**Why do most levels overshoot the proton affinity of hydrogen peroxide, and are BLYP and the small basis really the best?**

I am looking at the proton affinity of H2O2 (SMILES OO) from several density functionals and Hartree–Fock, next to the Active Thermochemical Tables value. Most rows come out too high, HF by about 20 kJ/mol. The two that land within 1 kJ/mol are a plain GGA and PBE0 in a double-zeta basis. What sets the order, and can I trust the two close ones?

Gas-phase proton affinity of H2O2 (SMILES OO) at 298.15 K and 1 bar, computed with PySCF 2.14.0 by DFT or Hartree–Fock at the listed levels, with geometries and thermal terms from PBE0-D3(BJ)/def2-SVP. The measured enthalpy is the Active Thermochemical Tables value, errors are computed minus measured, and oxygens are numbered in SMILES order.

```csv
level,integration grid level,site or bond (first listed),measured enthalpy (kJ/mol),site computed (kJ/mol),site error (kJ/mol)
wB97X-D3(BJ)/def2-TZVP,2,O1,666.2,675.4,9.200
PBE0-D3(BJ)/def2-TZVP,2,O1,666.2,674.8,8.600
HSE06/def2-TZVP,2,O1,666.2,672.9,6.700
PBE0-D3(BJ)/def2-SVPD,2,O1,666.2,665.8,-0.400
PBE-D3(BJ)/def2-TZVP,2,O1,666.2,669.3,3.100
r2SCAN-D3(BJ)/def2-TZVP,3,O1,666.2,672.2,6.000
HF/jun-cc-pV(T+d)Z,2,O1,666.2,686.4,20.100
BLYP-D3(BJ)/def2-TZVP,2,O1,666.2,665.5,-0.700
M06/def2-TZVP,3,O1,666.2,672.5,6.300
B97-2/def2-TZVP,2,O1,666.2,681.0,14.700
```

**Answer**

Every row describes the same reaction, skewed H2O2 going to HO–OH2$^+$, both closed-shell singlets. "Site computed" is the enthalpy released when a proton attaches to oxygen O1, and "site error" is that value minus the measured enthalpy of 666.2 kJ/mol. The two oxygens are equivalent by symmetry, so O1 stands for either. Eight of the ten errors are positive, and the rows span 20.9 kJ/mol.

*The physical picture*

The proton brings no electrons, so protonation only rearranges the electrons already there. An oxygen lone pair that reached far out into empty space becomes an O–H bond, and the positive charge pulls the whole density inwards. The proton affinity is therefore a difference between a neutral molecule with extended tails and a compact cation. A method that leaves the neutral too high in energy by more than it does the cation makes protonation look too favourable and gives a positive error. PBE0, HF and BLYP show three ways in which this balance shifts.

*Where the spread sits*

Write $E_\mathrm{el}$ for the electronic energy released and $\Delta H_\mathrm{vib}$ for the rise in zero-point and thermal vibrational energy from neutral to cation. The free proton carries $\tfrac32RT$ of translation and $RT$ from $pV$, and the translational, rotational and $pV$ terms of the two nonlinear molecules cancel. Hence

$$\mathrm{PA}=E_\mathrm{el}+\tfrac52RT-\Delta H_\mathrm{vib}.$$

For PBE0/def2-TZVP the same calculation gives an electronic value 27.49 kJ/mol above the enthalpy, and nothing is fitted in what follows:

$$E_\mathrm{el}-\mathrm{PA}=702.33-674.84=27.49\ \mathrm{kJ/mol},$$

$$\tfrac52RT=2.5\times8.314\times298.15\ \mathrm{J/mol}=6.20\ \mathrm{kJ/mol},\qquad \Delta H_\mathrm{vib}=27.49+6.20=33.7\ \mathrm{kJ/mol}.$$

This is the vibrational price of the added atom, which brings three new modes. The offset is the same to 0.01 kJ/mol in all ten rows, because all share one geometry and one set of thermal terms. That constancy is built in and tests nothing about the formula, but it does place the whole spread in the single-point electronic energy. The thermal terms come from one conformer at a double-zeta level, and each 1 % of error in $\Delta H_\mathrm{vib}$ moves every row by 0.34 kJ/mol. A large enough error of this kind could change which row lies nearest the measurement, but it would leave the order of the computed values untouched.

*PBE0 in two bases*

With the functional fixed, PBE0 falls from 674.8 kJ/mol in def2-TZVP to 665.8 in def2-SVPD, a drop of 9.0. The table shows the drop directly, and its direction has a standard explanation. def2-TZVP has no diffuse functions, so the tails of the neutral's lone pairs are squeezed and its energy is too high, while the contracted cation needs those functions less. The added hydrogen also brings its own basis functions, which the oxygens of the cation can borrow, and this superposition effect favours the cation too. Both effects raise the proton affinity in a basis that is short of diffuse functions.

The pair changes two things at once, since def2-SVPD gains diffuse functions and drops from triple to double zeta. The 9.0 kJ/mol is thus not a pure diffuse correction, and it is established for this one functional only. The error of −0.4 kJ/mol in def2-SVPD is no sign of convergence either, because a double-zeta valence description carries an error of its own. What the pair does fix is a scale: six of the eight def2-TZVP errors are smaller in size than this basis shift. Their mostly positive sign may therefore come partly from the basis, which should be checked before any functional is blamed.

*Hartree–Fock*

HF overshoots by 20.1 kJ/mol, or 3.0 % of the measured value, the largest error in the table. Its basis has diffuse functions on oxygen, so the squeezed-tail argument does not cover it. The standard cause is the neglect of electron correlation, which to second order is a sum of squared couplings divided by excitation gaps. Protonation lowers the compact occupied orbitals more than the diffuse empty ones, which widens many of the gaps, and it spreads one crowded oxygen pair over two centres, so the cation is expected to have the smaller correlation energy for the same electron count. Leaving correlation out then penalises the neutral more; this step is argued from theory, and the table supplies only the sign and the total.

One limit bears on that total. HF is evaluated on the borrowed structure, with an O–O distance of 1.42 Å in the neutral, which is not its own minimum. How much the two species gain on relaxing at the HF level is untested, so the 20.1 kJ/mol should not be assigned to correlation alone.

*Exact exchange and where it stops explaining*

PBE and PBE0 share basis, grid and type of dispersion correction, and replacing a quarter of the semilocal exchange by exact exchange raises the value by 5.5 kJ/mol. The direction is towards HF, and theory offers a reason. Semilocal exchange imitates part of the left–right correlation in a bond such as O–O, and mixing in exact exchange removes some of that imitation. Both species keep the O–O bond, so this raises the proton affinity only if the neutral loses more than the cation, which the HF bias suggests but these rows do not test. A rise with exact exchange also fits the two GGAs lying lowest in def2-TZVP, with a mean error of +1.2 kJ/mol against +9.1 for the five hybrids. Only the PBE and PBE0 pair isolates the effect.

The exchange fraction fails as an ordering rule across functional families. B97-2, PBE0 and M06 contain about 21, 25 and 27 % exact exchange (rough recalled values), yet their proton affinities fall in that order. The three functionals with no exact exchange spread over 6.7 kJ/mol, more than the step from PBE to PBE0. The semilocal part therefore matters at least as much as the fraction, with the caveat that B97-2 and M06 carry no D3 term and that M06 and r2SCAN use a finer integration grid.

B97-2 is the irregular row, 6.2 kJ/mol above PBE0 and 5.6 above the next density functional. Its empirically fitted semilocal terms are a possible origin, but that is a guess which these results do not test. The middle of the table supports no ranking: r2SCAN, M06 and HSE06 lie within 0.7 kJ/mol, and wB97X and PBE0 within 0.6. Both gaps are far below the basis shift seen for PBE0, and a functional-dependent part of that shift could reorder them.

*BLYP*

BLYP's error of −0.7 kJ/mol arises in def2-TZVP, the basis that put PBE0 9.0 kJ/mol above its def2-SVPD value. If missing diffuse functions lift BLYP as well, its underlying value lies below the measurement and the basis error brings it back up. Cancellation is the likely reading, inferred from the PBE0 pair and not tested on BLYP itself, and diffuse functions should push it further negative. Neither close row can be called accurate from this one molecule, since each agrees with the measurement in a basis whose own error may be several times the remaining gap.
